Question

A laboratory wants the magnetic susceptibility of the closed-shell hydride SiH₃–GeHCl–GeH₃. The table gives it at one fixed geometry for several combinations of functional and basis set. A negative value means that the molecule is diamagnetic. The anisotropy is the root of half the summed squared differences of the three principal values of the magnetisability.

Isotropic magnetisability, its anisotropy and molar susceptibility of neutral singlet SiH₃–GeHCl–GeH₃, computed with PySCF 2.14.0 by non-relativistic Kohn–Sham DFT with GIAOs and density fitting. All rows use one gas-phase conformer optimised with PBE0-D3(BJ)/def2-SVP, without vibrational averaging.

```
             level  magnetisability (1e-30 J/T^2)  magnetisability anisotropy (1e-30 J/T^2)  susceptibility (1e-6 cm^3/mol)
      B3LYP/STO-3G                        -1732.1                                     89.70                         -104.31
  LC-wPBE/pcSseg-1                        -1660.6                                    135.90                         -100.00
    wB97X/pcSseg-1                        -1649.8                                    139.60                          -99.35
 mPW1PW91/pcSseg-1                        -1644.7                                    135.00                          -99.05
CAM-B3LYP/pcSseg-1                        -1643.6                                    135.90                          -98.98
  wB97X-D/pcSseg-1                        -1642.2                                    136.90                          -98.89
 B3LYP/aug-cc-pVDZ                        -1634.5                                    132.60                          -98.43
     B3LYP/cc-pVDZ                        -1625.7                                    133.70                          -97.90
     BLYP/pcSseg-1                        -1616.6                                    132.50                          -97.36
  HCTH407/pcSseg-1                        -1607.0                                    127.40                          -96.77
    B3LYP/def2-SVP                        -1606.7                                    144.20                          -96.76
    B97-D/pcSseg-1                        -1606.4                                    132.00                          -96.74
     KT3/def2-SVPD                        -1603.0                                    132.70                          -96.54
```

(a) Which of the four basis sets used with B3LYP is unfit for the purpose, and what goes wrong in it?
(b) In the pcSseg-1 basis, how do functionals with exact exchange (hybrids) differ from those without it (BLYP, HCTH407, B97-D), and why?
(c) Recommend a level for correcting a magnetic measurement for its diamagnetic background, for a value good to one percent, and for the anisotropy. Estimate what diffuse functions cost.

Model answer

(a) The unfit basis is STO-3G. It makes the molecule more diamagnetic than cc-pVDZ does by 6.4 × 10⁻⁶ cm³/mol, the unit of all susceptibilities below, and it loses a third of the anisotropy. The other three bases agree within 2 units. To see the fault, write the susceptibility χ as a sum of two opposing terms:

χ = χ(dia) + χ(para)

The diamagnetic term is negative and grows with the mean-square distance of the electrons from the chosen origin, here the centre of mass. The paramagnetic term is positive. It arises because the field mixes occupied orbitals with empty ones, so it needs suitable empty orbitals in the basis. Much of it only offsets the distance of the atoms from the origin, and the field-dependent GIAO functions supply that part even in a small basis; the remainder is what a poor basis can lose. The calculations give, in rounded values:

cc-pVDZ: −1154 + 1056 = −98
STO-3G: −1145 + 1041 = −104

The electron cloud is thus more compact in STO-3G, which by itself would make the molecule less diamagnetic. The paramagnetic term falls by still more, about 15 units against 9, and the total moves the other way. The likely reason lies in the construction of a minimal basis: it holds no empty orbitals beyond the antibonding partners of the bonds, and no polarisation functions on silicon and chlorine. The field finds too little to mix in.

(b) Every hybrid in pcSseg-1 is more diamagnetic than every functional without exact exchange. The group averages differ by 2.3 units, and 1.7 of these come from the paramagnetic term. BLYP and CAM-B3LYP make a telling pair, since they are built from closely related parts and differ chiefly in exact exchange. They give −97.4 and −99.0.

Theory offers a reason. Without exact exchange the empty orbitals lie close above the occupied ones, with a gap near 5 eV in all three cases, against 7 to 12 eV in the hybrids. A small gap makes mixing easy, so the paramagnetic term comes out larger and cancels more of the diamagnetism.

(c) For a background correction, the yardstick is the paramagnetism of the unpaired electrons in the sample. The hydride itself has none, so they must belong to another species in the sample. One unpaired electron for each molecule of the hydride contributes very roughly 1300 units at room temperature, a recalled figure. The whole spread of the functionals in pcSseg-1, 3.3 units, is a quarter of a percent of that. BLYP in a polarised double-zeta basis is then sufficient, and it is also the cheaper kind of functional, because its magnetic response needs neither exact exchange nor an iterative solution.

The verdict changes if the spins are dilute. With one unpaired electron per hundred molecules the paramagnetism drops to about 13 units, and the same spread becomes a quarter of the signal. The background should then be measured on a spin-free sample.

For a value good to one percent, no level in the table can be certified. The functionals alone spread over 3.3 percent. The choice between def2-SVP and cc-pVDZ, two bases of similar quality, moves the B3LYP result by 1.1 units, which is already more than one percent. Nor can the table say which functional is nearest the truth, and the five hybrids in pcSseg-1 still differ among themselves by 1.1 units. A sensible route is to start from a hybrid with diffuse functions, then to check it in a larger basis and, to settle the choice of functional, against a measured or high-level value for a related molecule.

The anisotropy is more demanding. It varies by 9 percent among the functionals in pcSseg-1, and def2-SVP puts it 8 percent above cc-pVDZ. With B3LYP, cc-pVDZ and aug-cc-pVDZ agree on it within one percent, so a hybrid in cc-pVDZ is a reasonable choice. An uncertainty of about ten percent is still a fair working assumption, and def2-SVP should not be used without a second basis beside it.

The cost of diffuse functions follows from the number N of basis functions. The three products in each line are for hydrogen, for silicon with chlorine, and for germanium:

N(cc-pVDZ) = 7 × 5 + 2 × 18 + 2 × 27 = 125
N(aug-cc-pVDZ) = 7 × 9 + 2 × 27 + 2 × 36 = 189

If the work grows as the third power of N, the factor is (189/125)³ ≈ 3.5; with the fourth power it is about 5. This buys a shift of only 0.5 units in the B3LYP susceptibility. The expense is justified for the one-percent task and wasted on an ordinary background correction.

Remarks on the reasoning

A good answer to (a) does not stop at "the basis is too small". A small basis damages both terms, and the sign of the error depends on which suffers more. Diffuse functions show the same competition on a milder scale: they extend the electron cloud and so strengthen the diamagnetic term by 1.3 units, but they also raise the paramagnetic term by 0.8. The sign of a basis-set error found for one molecule should therefore not be carried over to another without a calculation in a larger basis.

The argument from the gap in (b) separates the two groups but fails inside the hybrid group. The gap of mPW1PW91 is 6.9 eV and that of wB97X-D is 10.4 eV, yet their susceptibilities are almost equal. Exact exchange widens the gap, but it also enters the response to the field directly and offsets much of that widening. The gap is therefore a warning sign for functionals without exact exchange, not a scale on which to rank hybrids.

Agreement between two levels is weak evidence that either is right. CAM-B3LYP and mPW1PW91 differ by less than 0.1 units in the total, while their diamagnetic and paramagnetic terms each differ by more than 1 unit in opposite directions. All levels here also leave out the same effects, among them molecular vibration, the surroundings of the molecule in a real sample, and relativity, which may matter for germanium. An error common to every row leaves no trace in the spread, so the true error may be larger than the spread.

The analysis printed below contains most of the differences used here; it adjusts no parameter to any row, and its only estimates are the cost factor and the recalled paramagnetism of an unpaired electron.

Printed output of the fit:

```
Parts of the susceptibility in 1e-6 cm^3/mol and orbital gap in eV:
                 row  diamagnetic  paramagnetic    gap
        B3LYP/STO-3G        -1145          1041  8.291
    LC-wPBE/pcSseg-1        -1155          1055  11.58
      wB97X/pcSseg-1        -1156          1057  11.12
   mPW1PW91/pcSseg-1        -1155          1056  6.939
  CAM-B3LYP/pcSseg-1        -1156          1057  9.222
    wB97X-D/pcSseg-1        -1155          1057  10.38
   B3LYP/aug-cc-pVDZ        -1155          1057  6.333
       B3LYP/cc-pVDZ        -1154          1056  6.524
       BLYP/pcSseg-1        -1156          1058  4.968
    HCTH407/pcSseg-1        -1154          1058  5.104
      B3LYP/def2-SVP        -1154          1057  6.559
      B97-D/pcSseg-1        -1155          1058  5.029
       KT3/def2-SVPD        -1153          1057  4.961
STO-3G less cc-pVDZ, B3LYP, susceptibility [1e-6 cm^3/mol]: -6.41
STO-3G less cc-pVDZ, diamagnetic term [1e-6 cm^3/mol]: 8.666
STO-3G less cc-pVDZ, paramagnetic term [1e-6 cm^3/mol]: -15.08
def2-SVP less cc-pVDZ, susceptibility [1e-6 cm^3/mol]: 1.14
def2-SVP less cc-pVDZ, paramagnetic term [1e-6 cm^3/mol]: 1.175
aug-cc-pVDZ less cc-pVDZ, susceptibility [1e-6 cm^3/mol]: -0.53
aug-cc-pVDZ less cc-pVDZ, diamagnetic term [1e-6 cm^3/mol]: -1.312
aug-cc-pVDZ less cc-pVDZ, paramagnetic term [1e-6 cm^3/mol]: 0.7817
STO-3G against cc-pVDZ, anisotropy [percent]: -32.91
def2-SVP against cc-pVDZ, anisotropy [percent]: 7.853
Spread of functionals in pcSseg-1, susceptibility [1e-6 cm^3/mol]: 3.26
The same spread against the mean size [percent]: 3.313
Spread of functionals in pcSseg-1, anisotropy [percent of mean]: 9.077
Mean GGA less mean hybrid, susceptibility [1e-6 cm^3/mol]: 2.297
Mean GGA less mean hybrid, paramagnetic term [1e-6 cm^3/mol]: 1.744
CAM-B3LYP less mPW1PW91, diamagnetic term [1e-6 cm^3/mol]: -1.124
CAM-B3LYP less mPW1PW91, paramagnetic term [1e-6 cm^3/mol]: 1.194
Functional spread against a spin-half Curie term of roughly 1300 at 300 K [percent]: 0.2508
Cost factor of diffuse functions, cubic scaling: 3.457
Cost factor of diffuse functions, fourth-power scaling: 5.226
```
